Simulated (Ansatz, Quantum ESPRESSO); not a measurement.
# Potential against charge for Be(0001) under a monolayer of F or N, facing an electrode across vacuum (PBE)

A gate electrode sets the potential of a metal surface, and the charge this puts on the surface depends on how far from the electrode that charge is held. A layer of adsorbed atoms can shift the distance by a fraction of an ångström. I take Be(0001) under a full monolayer of F or of N, in PBE, to see how straight the line of potential against charge is and where the charge is centred. The potential is that of an electron at the electrode, measured from the Fermi level of the slab. The charge is positive where electrons have been removed, and its position is measured from the nuclei of the F or N layer.

## Set-up

1×1 slabs of 4 layers at the tabulated measured lattice constant, with the monolayer named on the upper face, top layers relaxed with Ansatz 0.2.0 under PBE. The slab faces a perfect electrode across vacuum above it and open vacuum below (effective screening medium, Quantum ESPRESSO 7.5 (pw.x), GBRV ultrasoft pseudopotentials, cutoffs 40 and 200 Ry). Charges from −3 to +6×10¹³ e/cm² are put on the slab with its atoms held; points where added electrons spill towards the electrode are left out. Spin-paired, no spin-orbit coupling. The charged runs use Marzari-Vanderbilt smearing of 0.02 Ry, k-spacing 0.26 Å⁻¹ (2π included); functional as named with each line.

Notes on method and selection:

- A vacuum distance d alone gives a slope of 0.181·d eV per 10¹³ e/cm², d in Å.
- At zero charge the potential is the work function of the upper face.
- Removing electrons pulls the charge plane inwards and adding them pushes it out, which bends the line slightly.
- Runs with a warning of large negative density or a flawed pseudopotential file, with a field left in the vacuum, or with open shells run without spin are not listed.
- Runs in which the search for lower states was switched off are not listed.
- Runs that did not converge, have known faults or may not be shown are not listed, and runs on Ansatz's PAW sets soft_1 and soft_2 are kept to separate tables.

Columns:

- charge (10¹³ e/cm²): charge of the slab per area, positive where electrons are removed.
- back work function (eV): vacuum level below the slab less the Fermi level.
- distance (Å): distance from the top atom to the electrode.
- potential (eV): electron potential at the electrode less the Fermi level.

## Data

| member | face | charge (10¹³ e/cm²) | back work function (eV) | distance (Å) | potential (eV) |
| --- | --- | --- | --- | --- | --- |
| −3.0 | Be(0001), 4 layers, one monolayer of F on fcc sites (PBE) | −2.99 | 5.186 | 4.88 | 1.968 |
| −1.5 | Be(0001), 4 layers, one monolayer of F on fcc sites (PBE) | −1.50 | 5.188 | 4.88 | 3.222 |
| +0.0 | Be(0001), 4 layers, one monolayer of F on fcc sites (PBE) | 0.00 | 5.179 | 4.88 | 4.474 |
| +1.5 | Be(0001), 4 layers, one monolayer of F on fcc sites (PBE) | 1.50 | 5.180 | 4.88 | 5.733 |
| +3.0 | Be(0001), 4 layers, one monolayer of F on fcc sites (PBE) | 2.99 | 5.178 | 4.88 | 6.989 |
| +6.0 | Be(0001), 4 layers, one monolayer of F on fcc sites (PBE) | 5.99 | 5.176 | 4.88 | 9.513 |
| −3.0 | Be(0001), 4 layers, one monolayer of N on fcc sites (PBE) | −2.99 | 5.250 | 6.86 | 4.785 |
| −1.5 | Be(0001), 4 layers, one monolayer of N on fcc sites (PBE) | −1.50 | 5.261 | 6.86 | 6.438 |
| +0.0 | Be(0001), 4 layers, one monolayer of N on fcc sites (PBE) | 0.00 | 5.257 | 6.86 | 8.090 |
| +1.5 | Be(0001), 4 layers, one monolayer of N on fcc sites (PBE) | 1.50 | 5.259 | 6.86 | 9.746 |
| +3.0 | Be(0001), 4 layers, one monolayer of N on fcc sites (PBE) | 2.99 | 5.268 | 6.86 | 11.406 |
| +6.0 | Be(0001), 4 layers, one monolayer of N on fcc sites (PBE) | 5.99 | 5.269 | 6.86 | 14.736 |

Least-squares fits to the whole series, with x = charge (10¹³ e/cm²); R² and errors in the fitted variable (y, or ln y where the fit is in ln y):

| y | face | members | fit | R² | rms residual | leave-one-out rms | the same for the mean of the others |
| --- | --- | --- | --- | --- | --- | --- | --- |
| potential (eV) | Be(0001), 4 layers, one monolayer of F on fcc sites (PBE) | 6 | y = 4.478 + 0.8400 x | 1.00 | 0.0035 | 0.0057 | 3.0 |
| potential (eV) | Be(0001), 4 layers, one monolayer of N on fcc sites (PBE) | 6 | y = 8.0942 + 1.1078 x | 1.00 | 0.0057 | 0.0095 | 3.9 |

## Interpretation

Both lines are straight to about a hundredth of an eV. The potential rises by 9.513 − 1.968 = 7.545 eV on the F face and by 14.736 − 4.785 = 9.951 eV on the N face, with rms residuals of 0.0035 and 0.0057 eV.

The simplest model rests on three assumptions. First, the slab screens as a metal, so all the charge sits on the upper face. The back work function bears this out: it varies by only 5.188 − 5.176 = 0.012 eV under F and 5.269 − 5.250 = 0.019 eV under N. Second, the charge σ, in 10¹³ e/cm², acts as a sheet at a fixed height s outside the top nuclei. Third, nothing but vacuum lies between sheet and electrode.

The field in the gap is then 0.181·σ V/Å, and it acts over the length d − s, where d is the tabulated distance. Removing electrons leaves the slab positive, which raises the energy of an electron at the electrode relative to the Fermi level. At zero charge the potential is the work function Φ of the upper face. Together these give

V = Φ + 0.181·(d − s)·σ,

with Φ and s as the two parameters.

The fitted slopes give s = 4.88 − 0.8400 / 0.181 = 0.24 Å for F and s = 6.86 − 1.1078 / 0.181 = 0.74 Å for N. The N line is the steeper one only because its electrode stands farther away; its charge is centred 0.74 − 0.24 = 0.50 Å farther out from the top nuclei.

This height is the centre of the whole change in electron density, including the polarisation of the adsorbed layer. The computed forces, which the table does not list, add a hint about the layers. As electrons are removed, the force on the F layer turns from outward to inward, as for a negative ion with the slab's charge behind it. The outward force on N grows instead, which fits a layer that gives up electrons itself. A filled F shell and a partly empty N 2p shell would act in this way, though no column resolves the orbitals.

## Testing the model

I fix Φ and the slope of each face on its members +0.0 and +3.0, then work out −3.0 and +6.0, which lie outside the fixing interval on either side.

For the F face Φ = 4.474 eV, and the slope is (6.989 − 4.474) / 2.99 = 0.8411 eV per 10¹³ e/cm². The charge is then centred at 4.88 − 0.8411 / 0.181 = 0.23 Å.

- F, −3.0: 4.474 − 0.8411 × 2.99 = 1.959 eV. The table has 1.968 eV, which is 0.009 eV higher.
- F, +6.0: 4.474 + 0.8411 × 5.99 = 9.512 eV. The table has 9.513 eV, which is 0.001 eV higher.

For the N face Φ = 8.090 eV, and the slope is (11.406 − 8.090) / 2.99 = 1.1090 eV per 10¹³ e/cm². The charge is then centred at 6.86 − 1.1090 / 0.181 = 0.73 Å.

- N, −3.0: 8.090 − 1.1090 × 2.99 = 4.774 eV. The table has 4.785 eV, which is 0.011 eV higher.
- N, +6.0: 8.090 + 1.1090 × 5.99 = 14.733 eV. The table has 14.736 eV, which is 0.003 eV higher.

The charges are printed to 0.01, which alone allows errors of about a hundredth of an eV at +6.0, so the two small misses there say little. The charges set in the runs stand in the exact ratio of the member names, and +6.0 carries twice the charge of +3.0. Worked out that way, the line gives 4.474 + 2 × (6.989 − 4.474) = 9.504 eV for F and 8.090 + 2 × (11.406 − 8.090) = 14.722 eV for N. The table lies higher by 9.513 − 9.504 = 0.009 eV for F and by 14.736 − 14.722 = 0.014 eV for N. At −3.0 the charge has the same size as in the fixing member, so the rounding cancels and the misses of about 0.01 eV remain. Both faces therefore lie above the line at both ends.

## Departures from the trend

Largest departures from the fit to the whole series:

| member | face | potential (eV) | fit | computed − fit | in rms residuals |
| --- | --- | --- | --- | --- | --- |
| +1.5 | Be(0001), 4 layers, one monolayer of N on fcc sites (PBE) | 9.746 | 9.756 | −0.010 | 1.7 |
| +1.5 | Be(0001), 4 layers, one monolayer of F on fcc sites (PBE) | 5.733 | 5.738 | −0.005 | 1.4 |
| −1.5 | Be(0001), 4 layers, one monolayer of F on fcc sites (PBE) | 3.222 | 3.218 | +0.004 | 1.2 |
| +0.0 | Be(0001), 4 layers, one monolayer of F on fcc sites (PBE) | 4.474 | 4.478 | −0.004 | 1.2 |

The order of this table depends on the rounding of the charges. With charges in their exact ratio, the largest departure on each face is at +6.0, above the line. N at +1.5 stays below the line but by less than listed, and F at −1.5 falls close to it.

What remains is a slight bend with the same sign on both faces. In the test the computed potential lies above the line at −3.0 and at +6.0, so on the whole the slope is smaller where electrons are added and larger where they are removed. The assumption most likely to give way is the fixed height of the charge, since added electrons push its centre outwards and removing electrons draws it in. At −3.0 the shift needed is 0.009 / (0.181 × 2.99) = 0.017 Å for F and 0.011 / (0.181 × 2.99) = 0.020 Å for N. These are upper estimates, because the back work function, which full screening would hold constant, bends the same way by 5.186 + 5.178 − 2 × 5.179 = 0.006 eV for F and 5.250 + 5.268 − 2 × 5.257 = 0.004 eV for N. Between +0.0 and +6.0 it bends the other way, by 5.179 + 5.176 − 2 × 5.178 = −0.001 eV for F and 5.257 + 5.269 − 2 × 5.268 = −0.010 eV for N, so it does not explain the bend on that side. Changes of this size are comparable to the bend itself, which leaves the size of the shift uncertain.

The model takes Φ as given, and the F value is unexpected. An electronegative layer should raise the work function, yet the F face lies 5.179 − 4.474 = 0.705 eV below the bare back face, while N raises it by 8.090 − 5.257 = 2.833 eV. The N shift has the expected sign but is very large; a full monolayer puts a dipole in every surface cell, so even a small dipole per atom counts for much. The Ansatz runs that relaxed the layers give the same two signs. Their N shift is close to the one here, but their lowering under F is clearly larger, and the F run carries a warning that published levels were not confirmed. Both codes thus agree on the sign of the F shift, while its size is uncertain by far more than the departures from the line. The force left on the F layer at zero charge is small, so a poorly relaxed height is an unlikely cause. Polarisation of the F electrons towards the metal would have the right sign.

## Rules of thumb and their limits

From −3 to +6×10¹³ e/cm² a straight line serves for both faces, and the charge stays on the covered side, centred just outside the adsorbed nuclei. Because points with electrons spilling towards the electrode were left out, this holds only for charge bound to the slab.

Two omitted effects can outweigh the departures from the line. Letting the atoms follow the field would lower the slope, and more so on the F face, where the force on the layer changes more strongly with charge than on the N face. A liquid in place of the vacuum would also lower the slope, probably by a factor of two or more.
